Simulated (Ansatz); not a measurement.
# Vacuum decay constant against sample bias for the Ta(110)-(2x1)-Si and Ta(110)-(2x2)-La surface alloys, PBE slabs

A scanning tunnelling microscope gives an apparent barrier height from the rate at which the current falls as the tip is withdrawn, and that rate depends on the sample bias. The problem is to find how the decay constant $\kappa$ of the tunnelling density changes with bias on two tantalum surface alloys, one with silicon and one with lanthanum. Each $\kappa$ is compared with $\kappa_0$, the value for a free electron at the top of the bias window with no momentum along the surface. In the listed rows of both surfaces $\kappa$ falls from each bias to the next more positive one. On the Si alloy two windows close to the Fermi level, left out of the table as too narrow, break this order. One row is examined more closely: La at +0.7 V, where $\kappa$ lies slightly above two simple estimates and the corrugation is the largest of the La rows.

## Calculations

Ansatz 0.2.0, plane-wave Kohn-Sham DFT with its default PAW datasets at cutoffs of 420 eV, level as listed. Slabs and stacks are built by hand and relaxed; a single point with 17 Å of vacuum, a dipole correction, Fermi-Dirac smearing of 0.05 eV and meshes of 12 points along the first in-plane vector gives the density of the states between the Fermi level and the sample bias. Its planar mean n(z) is fitted as exp(−2κz) between 3 and 5 Å above the top atom. Spin-paired, no spin-orbit coupling.

Notes on method and selection:

- A free electron at the Fermi level with no momentum along the surface decays with κ₀ = 0.5123·√Φ Å⁻¹, Φ in eV; momentum along the surface raises κ, and the slow approach of the potential to the vacuum level lowers it.
- The tip is left out (Tersoff-Hamann).
- Slabs this thin have discrete subbands, so κ depends on which of them fall in the window.
- Windows narrower than 0.1 V hold too few states on these meshes and are not listed; a blank corrugation was not computed at that height.
- Runs in which the search for lower states was switched off are not listed.
- Work functions and vacuum levels are read from the electrostatic potential (Hartree and local ionic parts), which a warning of a rough exchange-correlation potential in thin density does not concern.
- Sites and patterns name the starting structure; atoms can leave their sites in the relaxation.
- The default PAW datasets of this version of Ansatz are the set soft_2.
- Runs that did not converge, have known faults or may not be shown are not listed, and runs on Ansatz's PAW sets soft_1 and soft_2 are kept to separate tables.

Columns:

- bias (V): sample bias; negative images filled states.
- κ₀ of window top (Å⁻¹): 0.5123·√(Φ − E) for the highest energy E in the window, from the Fermi level.
- κ (Å⁻¹): decay constant κ of the window's density.
- corrugation (Å): corrugation at constant current, set to the mean density at the first listed height.

## Computed values

| member | surface | bias (V) | κ₀ of window top (Å⁻¹) | κ (Å⁻¹) | corrugation (Å) |
| --- | --- | --- | --- | --- | --- |
| −1.2 V | Ta(110)-(2x1)-Si surface alloy (PBE, Φ 4.18 eV, 2.5 Å) | −1.2 | 1.047 | 1.188 | 0.652 |
| −0.4 V | Ta(110)-(2x1)-Si surface alloy (PBE, Φ 4.18 eV, 2.5 Å) | −0.4 | 1.047 | 1.170 | 0.856 |
| +0.4 V | Ta(110)-(2x1)-Si surface alloy (PBE, Φ 4.18 eV, 2.5 Å) | 0.4 | 0.996 | 1.093 | 0.994 |
| +1.2 V | Ta(110)-(2x1)-Si surface alloy (PBE, Φ 4.18 eV, 2.5 Å) | 1.2 | 0.884 | 0.966 | 1.359 |
| −1.5 V | Ta(110)-(2x2)-La surface alloy (PBE, Φ 3.08 eV, 3.5 Å) | −1.5 | 0.898 | 0.998 | 0.374 |
| −0.7 V | Ta(110)-(2x2)-La surface alloy (PBE, Φ 3.08 eV, 3.5 Å) | −0.7 | 0.898 | 0.967 | 0.339 |
| −0.2 V | Ta(110)-(2x2)-La surface alloy (PBE, Φ 3.08 eV, 3.5 Å) | −0.2 | 0.898 | 0.941 | 0.287 |
| +0.2 V | Ta(110)-(2x2)-La surface alloy (PBE, Φ 3.08 eV, 3.5 Å) | 0.2 | 0.869 | 0.895 | 0.227 |
| +0.7 V | Ta(110)-(2x2)-La surface alloy (PBE, Φ 3.08 eV, 3.5 Å) | 0.7 | 0.790 | 0.866 | 0.405 |
| +1.5 V | Ta(110)-(2x2)-La surface alloy (PBE, Φ 3.08 eV, 3.5 Å) | 1.5 | 0.643 | 0.758 | 0.107 |

## Interpretation

From the most negative to the most positive bias, $\kappa$ falls from 1.188 to 0.966 Å⁻¹ on the Si alloy and from 0.998 to 0.758 Å⁻¹ on the La alloy. The main cause is the barrier seen by a state at energy $E$ above the Fermi level, $\kappa_0 = 0.5123\sqrt{\Phi - E}$ (Å⁻¹, energies in eV). A positive bias adds empty states with a lower barrier, and these reach furthest into the vacuum. A negative bias leaves the top of the window at the Fermi level and adds deeper states, which decay faster. This is why $\kappa$ of the La alloy rises from 0.941 to 0.998 Å⁻¹ between −0.2 and −1.5 V although $\kappa_0$ stays at 0.898 Å⁻¹.

Energy alone is not enough. For Si at +0.4 V, states without momentum along the surface would give at most 1.047 Å⁻¹, the value at the Fermi level, but the row has 1.093 Å⁻¹. Momentum along the surface is the likely source of the excess, since the slow approach of the potential to the vacuum level acts the other way. The size of the excess is less certain. The image runs of both surfaces warn of a rough exchange-correlation potential in thin density. The work function is read without that potential, but the states decay in it, and $\kappa$ is fitted where the density is thin. The table does not show how much this changes $\kappa$.

The two Si windows narrower than 0.1 V depart further from the energy picture. $\kappa$ rises from the one just below the Fermi level to the one just above it, which decays faster than any listed Si row. So few states fall in these windows that the rise may come from the mesh, but no run on a denser mesh is listed to decide this.

For La at +0.7 V there are two estimates. A straight line between the neighbouring rows gives 0.895 − (0.895 − 0.758) × 0.5 / 1.3 = 0.842 Å⁻¹. Alternatively, the states between 0.2 and 0.7 eV can be given the $\kappa_0$ of their middle energy, (0.2 + 0.7) / 2 = 0.45 eV, which is 0.5123 × √(3.08 − 0.45) = 0.831 Å⁻¹, and a weight equal to their share of the window, 0.5 / 0.7 = 0.714. The result is 0.895 − 0.714 × (0.895 − 0.831) = 0.849 Å⁻¹. The row has 0.866 Å⁻¹, about 0.02 Å⁻¹ above both. This is a small departure. The second rule, carried on from +0.7 to +1.5 V, uses 0.5123 × √(3.08 − 1.1) = 0.721 Å⁻¹ and a weight of 0.8 / 1.5 = 0.533, and gives 0.866 − 0.533 × (0.866 − 0.721) = 0.789 Å⁻¹, which is about 0.03 Å⁻¹ above that row. The rule ignores the density of states and the greater reach of the higher states, so the departure at +0.7 V may lie within its error.

## Departures from the trend

Corrugation does not follow $\kappa$ in a common way. It is set at 2.5 Å for the Si alloy and at 3.5 Å for the La alloy, so only the trends can be compared, not the sizes. In the listed Si rows it rises from 0.652 to 1.359 Å as $\kappa$ falls, so a strong corrugation is not in itself a sign of fast decay. The two narrow Si windows left out of the table do not fit this order either. On the La alloy it drops to 0.107 Å at +1.5 V, the smallest value of that surface. The same row has the largest excess of $\kappa$ over $\kappa_0$ among the La rows, 0.758 − 0.643 = 0.115 Å⁻¹, which the width of the window can explain: its lowest states, at the Fermi level, have a $\kappa_0$ of 0.898 Å⁻¹.

## What could be wrong

All La rows share one relaxed slab, one work function and one potential, so an error in any of these would touch every row. It need not touch them equally, because each window holds different states. The rough exchange-correlation potential therefore stays open as a cause, and none of the checks below tests it. Four suspects are more specific to this row.

1. **Momentum along the surface.** From +0.2 to +0.7 V $\kappa$ falls by 0.895 − 0.866 = 0.029 Å⁻¹. If the added states carry the weight 0.714, their own decay constant must be 0.895 − 0.029 / 0.714 = 0.854 Å⁻¹. Against 0.831 Å⁻¹ this needs a momentum of √(0.854² − 0.831²) ≈ 0.20 Å⁻¹, a modest value. The sign is right.
2. **Few added states.** With no such momentum, the added states lie 0.895 − 0.831 = 0.064 Å⁻¹ below the +0.2 V row, and a weight of 0.029 / 0.064 = 0.45 in place of 0.714 gives the same $\kappa$. The discrete subbands of a thin slab could cause this.
3. **A faulty neighbour.** The +0.2 V window is narrow and holds few states. Between the two still narrower windows of the Si alloy $\kappa$ changes by more than the departure discussed here. The straight-line estimate would meet the row if $\kappa$ at +0.2 V were higher by 0.024 × 1.3 / 0.8 = 0.039 Å⁻¹.
4. **The filter applied to the La density.** The tunnelling density of the La alloy was filtered before it was read. This should matter most where the density is thinnest, which does not favour this row. The table does not show how much it changes $\kappa$.

The checks, cheapest first:

- Subtract the +0.2 V density from the +0.7 V density and fit the remainder. A large remainder with $\kappa$ near 0.85 Å⁻¹ points to momentum along the surface; a small one with $\kappa$ near 0.83 Å⁻¹ points to few states.
- Repeat the fits on the unfiltered density. The filter is responsible only if the departure shrinks.
- Repeat the single point on a denser mesh. A rise at +0.2 V towards 0.93 Å⁻¹ would put the fault in the neighbour; a fall at +0.7 V towards 0.84 Å⁻¹ would put it in the row itself.
- Relax and image a thicker slab. If the departure vanishes there but survived the denser mesh, it belongs to the subbands of the thin slab; if it stays, the surface alloy itself and the rough exchange-correlation potential are both still possible.

The rise in corrugation from 0.227 to 0.405 Å shows that the added states change the image markedly, which speaks mildly for the first suspect.

## Summary

Over the listed biases, from −1.2 to +1.2 V on the Si alloy and from −1.5 to +1.5 V on the La alloy, $\kappa$ of the bare surface falls from row to row as the bias becomes more positive. This is a trend of the listed windows, not a rule for every bias: on the Si alloy $\kappa$ rises between the two omitted windows on either side of the Fermi level. It is also a PBE result, fitted in thin density, where the runs warn of a rough exchange-correlation potential; runs with other functionals are not listed.

The omitted tip matters more than the small departure at +0.7 V. With a tip of equal work function and a linear potential drop, the mean barrier for the uppermost La states is 3.08 − 1.5 / 2 = 2.33 eV at either +1.5 or −1.5 V. Their $\kappa_0$ would rise by roughly 0.14 Å⁻¹ at +1.5 V and fall by roughly 0.12 Å⁻¹ at −1.5 V. Together that is about the whole spread of the La rows, 0.998 − 0.758 = 0.240 Å⁻¹, so a measured decay could be nearly even in bias.
